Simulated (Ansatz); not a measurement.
## How methods differ on InSiNH6 (SMILES N[SiH2][InH2])

InSiNH6 has 9 atoms, charge 0, and is taken as a singlet. As SMILES, `N[SiH2][InH2]`. The shape was relaxed beforehand at PBE0/def2-SVP. This is one conformer, not always the lowest.

```xyz
9

N    -0.9117    0.5858   -1.3339
Si    0.3822    0.7380   -0.1771
In    0.2687   -1.2627    1.4574
H    -1.0573   -0.3103   -1.7860
H    -1.0782    1.3400   -1.9928
H     0.1792    2.0357    0.5441
H     1.7748    0.8287   -0.7535
H    -0.5585   -2.7297    1.0067
H     1.0008   -1.2257    3.0350
```

Quantity: the adiabatic electron affinity (to the doublet anion, shapes relaxed at PBE0/def2-SVP, no zero-point term), in eV. The values are calculated.

The electron affinity is E(neutral) − E(anion): positive where the electron is bound.

```json
{"level": "HF/def2-SVP (core potential)", "kind": "Hartree–Fock", "program": "Ansatz", "value (eV)": "0.14", "CPU time (all runs)": "2.7 s"}
{"level": "PBE/def2-SVP (core potential)", "kind": "GGA", "program": "Ansatz", "value (eV)": "0.65", "CPU time (all runs)": "3.8 s"}
{"level": "r2SCAN/def2-SVP (core potential)", "kind": "meta-GGA", "program": "Ansatz", "value (eV)": "0.73", "CPU time (all runs)": "7.6 s"}
{"level": "B3LYP/def2-SVP (core potential)", "kind": "global hybrid", "program": "Ansatz", "value (eV)": "0.65", "CPU time (all runs)": "6.2 s"}
{"level": "wB97M-V/def2-SVP (core potential)", "kind": "range-separated hybrid", "program": "Ansatz", "value (eV)": "0.56", "CPU time (all runs)": "23 s"}
{"level": "MP2/def2-SVP (core potential)", "kind": "perturbation theory", "program": "Ansatz", "value (eV)": "0.41", "CPU time (all runs)": "3.1 s"}
```

Spin-orbit coupling, which can split open shells on such heavy atoms by tenths of an eV, is left out. The values span 0.14 to 0.73 eV. In the correlated wave-function rows the outer d shell of In is correlated, in sets not made for it. CPU times are rough (shared hosts, several kinds of processor): they show what a rung costs within a factor of a few.

Every method places the relaxed anion below the neutral molecule, but only modestly. The likely acceptor is the indium centre: trivalent indium has only six valence electrons and, in the planar arrangement found here, an empty 5p orbital perpendicular to its three bonds. Filling it with one electron gives an indium-centred radical anion, which would be expected to pyramidalise, so part of the adiabatic affinity probably comes from relaxation of the shape.

Correlation matters greatly for so weakly bound an electron. The anion has an additional electron to correlate with the others, and including this at second order raises the affinity from the Hartree–Fock 0.14 eV to 0.41 eV. The density functionals all lie higher still, yet PBE and B3LYP agree at 0.65 eV, so the share of exact exchange alone does not set the order. The binding itself is better supported than its size, since the basis lacks diffuse functions, which usually stabilise an anion more than its neutral parent, and the affinities may therefore be too low.
